**Self-interaction in the LDA Rydberg series of boron**

The table holds binding and excitation energies from total-energy differences, quantum defects, outer eigenvalues and mean radii for nine states [He]2s² nl of boron, computed with Quantum ESPRESSO ld1.x (all-electron, LDA-PZ, scalar-relativistic, spin-polarised, spherical densities). The program tests $E_b=R/\nu^2-S$, where $S=J+E_x+E_c$ is the first-order self-interaction of a spherically averaged Coulomb orbital cut at the core, and compares it with a Ritz term and with core polarisation. The defects rise by 0.135 to 0.172 per unit of $n$, and removing $S$ takes away about four fifths of that drift, with the d and f results sensitive to the cut radius. Without any parameter the 4f binding energy comes out 1.0 % below the table, while core polarisation is about 15 times too small for its defect. The same orbitals give the eigenvalues within 5 % and the s, p and d mean radii 2 to 6 % too large, and within this model, since the runs give only the sum of exchange and correlation, self-correlation is the main source of the overbinding.

Quantum ESPRESSO ld1.x 7.5, all-electron scalar-relativistic, spin-polarised LDA (Perdew-Zunger) with spherical densities and a point nucleus: neutral B with one spin-up outer electron over the B⁺ core [He] 2s2. Excitation energies from [He] 2s2 2p1 and binding energies relative to B⁺ are total-energy differences; ε is the outer eigenvalue.

## Numerical check

```python
# Table: B Rydberg states [He]2s2 nl; Delta-SCF binding energies, quantum defects, eigenvalues, radii;
# QE ld1.x, LDA-PZ, scalar-relativistic, spin-polarised, spherical densities.
# Test: E_b = R/nu^2 - S, S = self-interaction J+Ex+Ec of a Coulomb orbital; rivals: Ritz term, core polarisation.
T = {
    'outer_orbital': ['4s', '6s', '7s', '5p', '6p', '5d', '6d', '7d', '4f'],
    'excitation_energy': [6.9283, 7.9229, 8.1068, 7.7322, 7.9955, 7.8668, 8.0685, 8.1944, 7.6296],  # eV
    'binding_energy': [1.6333, 0.63865, 0.45482, 0.82936, 0.56606, 0.69477, 0.49304, 0.36722, 0.93196],  # eV
    'quantum_defect': [1.114, 1.384, 1.531, 0.9497, 1.097, 0.5747, 0.7469, 0.9131, 0.1791],
    'outer_eigenvalue': [-1.0201, -0.42889, -0.31259, -0.5344, -0.37815, -0.43401, -0.32365, -0.24896, -0.46647],  # eV
    'outer_mean_radius': [13.366, 35.5, 50.618, 26.112, 39.395, 29.613, 43.761, 60.595, 17.203],  # bohr
    'eig_over_binding': [0.625, 0.672, 0.687, 0.644, 0.668, 0.625, 0.656, 0.678, 0.501],
}
import numpy as np
from scipy.constants import physical_constants as pc
from scipy.integrate import trapezoid as tz, cumulative_trapezoid as ct
Ha = pc['Hartree energy in eV'][0]; R = Ha/2
o = T['outer_orbital']; n = np.array([int(s[0]) for s in o]); l = np.array(['spdf'.index(s[1]) for s in o])
Eb, d, ep, rm, ex, ra = (np.array(T[k], float) for k in ['binding_energy', 'quantum_defect', 'outer_eigenvalue', 'outer_mean_radius', 'excitation_energy', 'eig_over_binding'])
# further outputs of the same runs: xc energies (hartree) of atoms and of B+, F0(nl,nl) in eV
xc = dict(zip(['4s','6s','7s','5p','6p','5d','6d','7d','4f'], [-3.308572,-3.282148,-3.277131,-3.288222,-3.280671,-3.285566,-3.279296,-3.275421,-3.29402]))
xcion = -3.264419; F0 = {'5p': 0.9323522, '6d': 0.5568546}
def orb(nu, L, c=1.0, h=0.1):
    r = np.arange(c*max(2, L*(L+1)/3), 2*nu*nu+18*nu, h)
    f = list(1-h*h*(L*(L+1)/r**2-2/r+1/nu**2)/12); u = [0.0]*len(r); u[-2] = 1e-10
    for i in range(len(r)-2, 0, -1): u[i-1] = ((12-10*f[i])*u[i]-f[i+1]*u[i+1])/f[i-1]
    p = np.array(u)**2; p /= tz(p, r); q = ct(p, r, initial=0)
    rs = (3/(4*np.pi*(p/(4*np.pi*r*r)+1e-40)))**(1/3)
    den = 1+1.3981*np.sqrt(rs)+0.2611*rs; ec = -0.0843/den  # PZ, fully polarised, rs>1
    vc = ec*(1+7/6*1.3981*np.sqrt(rs)+4/3*0.2611*rs)/den
    exx = -0.75*(9/(2*np.pi**2))**(1/3)/rs
    return [Ha*tz(p*x, r) for x in (q/r, exx, ec, vc)]+[tz(p*r, r), r[np.searchsorted(q, 0.999)]]
def solve(i, c):
    nu = n[i]-d[i]
    for _ in range(12): m = orb(nu, l[i], c); nu = np.sqrt(R/(Eb[i]+sum(m[:3])))
    return nu, m
IP = ex+Eb
print('excitation+binding = %.4f eV, spread %.5f; rounding floor of defect <= 0.0005, of Eb <= 0.00005 eV' % (IP.mean(), np.ptp(IP)))
print('row n*  d_E  d_radius  d_E-d_r  Eb-R/n^2(eV,%)  -eps/Eb  eps+Eb(eV)')
dr = n-np.sqrt((2*rm+l*(l+1))/3)
for i, s in enumerate(o): print('%s %.3f %.3f %.3f %.3f  %.4f %.1f%%  %.3f %.4f' % (s, n[i]-d[i], d[i], dr[i], d[i]-dr[i], Eb[i]-R/n[i]**2, 100*(Eb[i]*n[i]**2/R-1), ra[i], ep[i]+Eb[i]))
print('model (eV): row J Ex Ec J+Ex S -S/Eb% | d0, d0(cut x1.5) | Ex+Ec vs run dExc')
M = [solve(i, 1.0) for i in range(len(o))]; d0 = n-np.array([x[0] for x in M])
d1 = n-np.array([solve(i, 1.5)[0] for i in range(len(o))])
for i, s in enumerate(o):
    J, X, C = M[i][1][:3]
    print('%s %.3f %.3f %.3f %.3f %.3f %.1f | %.3f %.3f | %.3f %.3f' % (s, J, X, C, J+X, J+X+C, -100*(J+X+C)/Eb[i], d0[i], d1[i], X+C, Ha*(xc[s]-xcion)))
print('row eps_model eps_table(eV) err% | ratio_model | <r>_model table(bohr) err% | r99.9%(bohr)')
err = []
for i, s in enumerate(o):
    nu, (J, X, C, V, rr, r9) = M[i]; e = -R/nu**2+2*J+4/3*X+V; err.append(100*(e/ep[i]-1))
    print('%s %.4f %.4f %+.1f | %.3f | %.2f %.2f %+.1f | %.0f' % (s, e, ep[i], err[-1], -e/Eb[i], rr, rm[i], 100*(rr/rm[i]-1), r9))
w = int(np.argmax(np.abs(err))); print('worst eigenvalue row %s: %+.1f%%' % (o[w], err[w]))
print('F0 model(2J) vs run, eV: '+'; '.join('%s %.3f %.3f' % (s, 2*M[o.index(s)][1][0], F0[s]) for s in F0))
for L in (0, 1, 2):
    k = np.where(l == L)[0]; k = k[np.argsort(n[k])]; dn = np.diff(n[k])
    assert np.all(np.diff(d[k]) > 0)
    print('spd'[L], 'defect step per n: table', np.round(np.diff(d[k])/dn, 3), 'radius', np.round(np.diff(dr[k])/dn, 3), 'corrected', np.round(np.diff(d0[k])/dn, 3), 'range table %.3f corrected %.3f' % (np.ptp(d[k]), np.ptp(d0[k])))
    if len(k) > 2:
        out = []
        for nm, x in (('linear in n', n[k]), ('Ritz 1/n*^2', 1/(n[k]-d[k])**2)):
            c = np.polyfit(x, d[k], 1)
            out.append('%s: slope %.3f const %.3f max resid %.4f' % (nm, c[0], c[1], np.abs(np.polyval(c, x)-d[k]).max()))
        print('   '+' | '.join(out))
i = o.index('4f'); S = sum(orb(4.0, 3)[:3]); E4 = R/16-S
print('4f no parameter: R/16 %.4f, S %.4f, Eb model %.4f, table %.4f eV (%+.1f%%), defect model %.3f table %.3f' % (R/16, S, E4, Eb[i], 100*(E4/Eb[i]-1), 4-np.sqrt(R/E4), d[i]))
alpha = 10.  # bohr^3, rough recalled B+ polarisability
dE = alpha/2*(48-12)/(2*4**5*4.5*4*3.5*3*2.5)
print('4f core polarisation (rough): %.4f eV, defect %.3f, table/estimate %.0f' % (dE*Ha, dE*64, d[i]/(dE*64)))
assert np.ptp(IP) < 3e-4
assert np.all((ra > 0.45) & (ra < 0.75)) and np.all(d > dr)
assert d[i] > 5*dE*64
```

Printed output:

```
excitation+binding = 8.5616 eV, spread 0.00008; rounding floor of defect <= 0.0005, of Eb <= 0.00005 eV
row n*  d_E  d_radius  d_E-d_r  Eb-R/n^2(eV,%)  -eps/Eb  eps+Eb(eV)
4s 2.886 1.114 1.015 0.099  0.7829 92.1%  0.625 0.6132
6s 4.616 1.384 1.135 0.249  0.2607 69.0%  0.672 0.2098
7s 5.469 1.531 1.191 0.340  0.1772 63.8%  0.687 0.1422
5p 4.050 0.950 0.749 0.201  0.2851 52.4%  0.644 0.2950
6p 4.903 1.097 0.811 0.286  0.1881 49.8%  0.668 0.1879
5d 4.425 0.575 0.337 0.238  0.1505 27.7%  0.625 0.2608
6d 5.253 0.747 0.417 0.330  0.1151 30.5%  0.656 0.1694
7d 6.087 0.913 0.489 0.424  0.0896 32.3%  0.678 0.1183
4f 3.821 0.179 0.067 0.112  0.0816 9.6%  0.501 0.4655
model (eV): row J Ex Ec J+Ex S -S/Eb% | d0, d0(cut x1.5) | Ex+Ec vs run dExc
4s 0.895 -0.824 -0.187 0.072 -0.115 7.0 | 1.007 1.003 | -1.010 -1.201
6s 0.331 -0.317 -0.095 0.013 -0.082 12.8 | 1.057 1.060 | -0.413 -0.482
7s 0.231 -0.224 -0.073 0.006 -0.067 14.7 | 1.079 1.083 | -0.297 -0.346
5p 0.451 -0.428 -0.118 0.024 -0.095 11.4 | 0.696 0.696 | -0.546 -0.648
6p 0.297 -0.287 -0.088 0.010 -0.078 13.7 | 0.722 0.724 | -0.375 -0.442
5d 0.395 -0.388 -0.109 0.007 -0.102 14.7 | 0.209 0.235 | -0.497 -0.575
6d 0.264 -0.264 -0.082 -0.000 -0.082 16.6 | 0.248 0.287 | -0.346 -0.405
7d 0.189 -0.191 -0.064 -0.002 -0.066 17.9 | 0.284 0.331 | -0.255 -0.299
4f 0.714 -0.624 -0.155 0.089 -0.066 7.0 | 0.037 0.019 | -0.779 -0.805
row eps_model eps_table(eV) err% | ratio_model | <r>_model table(bohr) err% | r99.9%(bohr)
4s -1.0535 -1.0201 +3.3 | 0.645 | 13.62 13.37 +1.9 | 31
6s -0.4375 -0.4289 +2.0 | 0.685 | 36.75 35.50 +3.5 | 72
7s -0.3178 -0.3126 +1.7 | 0.699 | 52.67 50.62 +4.0 | 99
5p -0.5492 -0.5344 +2.8 | 0.662 | 26.96 26.11 +3.2 | 56
6p -0.3868 -0.3781 +2.3 | 0.683 | 40.92 39.40 +3.9 | 80
5d -0.4555 -0.4340 +4.9 | 0.656 | 30.98 29.61 +4.6 | 65
6d -0.3377 -0.3236 +4.4 | 0.685 | 46.24 43.76 +5.7 | 91
7d -0.2582 -0.2490 +3.7 | 0.703 | 64.33 60.59 +6.2 | 120
4f -0.4619 -0.4665 -1.0 | 0.496 | 17.19 17.20 -0.1 | 41
worst eigenvalue row 5d: +4.9%
F0 model(2J) vs run, eV: 5p 0.902 0.932; 6d 0.528 0.557
s defect step per n: table [0.135 0.147] radius [0.06  0.056] corrected [0.025 0.022] range table 0.417 corrected 0.072
   linear in n: slope 0.138 const 0.559 max resid 0.0051 | Ritz 1/n*^2: slope -4.438 const 1.640 max resid 0.0472
p defect step per n: table [0.147] radius [0.062] corrected [0.026] range table 0.147 corrected 0.026
d defect step per n: table [0.172 0.166] radius [0.079 0.072] corrected [0.039 0.036] range table 0.338 corrected 0.075
   linear in n: slope 0.169 const -0.270 max resid 0.0020 | Ritz 1/n*^2: slope -13.829 const 1.272 max resid 0.0237
4f no parameter: R/16 0.8504, S -0.0722, Eb model 0.9225, table 0.9320 eV (-1.0%), defect model 0.160 table 0.179
4f core polarisation (rough): 0.0051 eV, defect 0.012, table/estimate 15
```
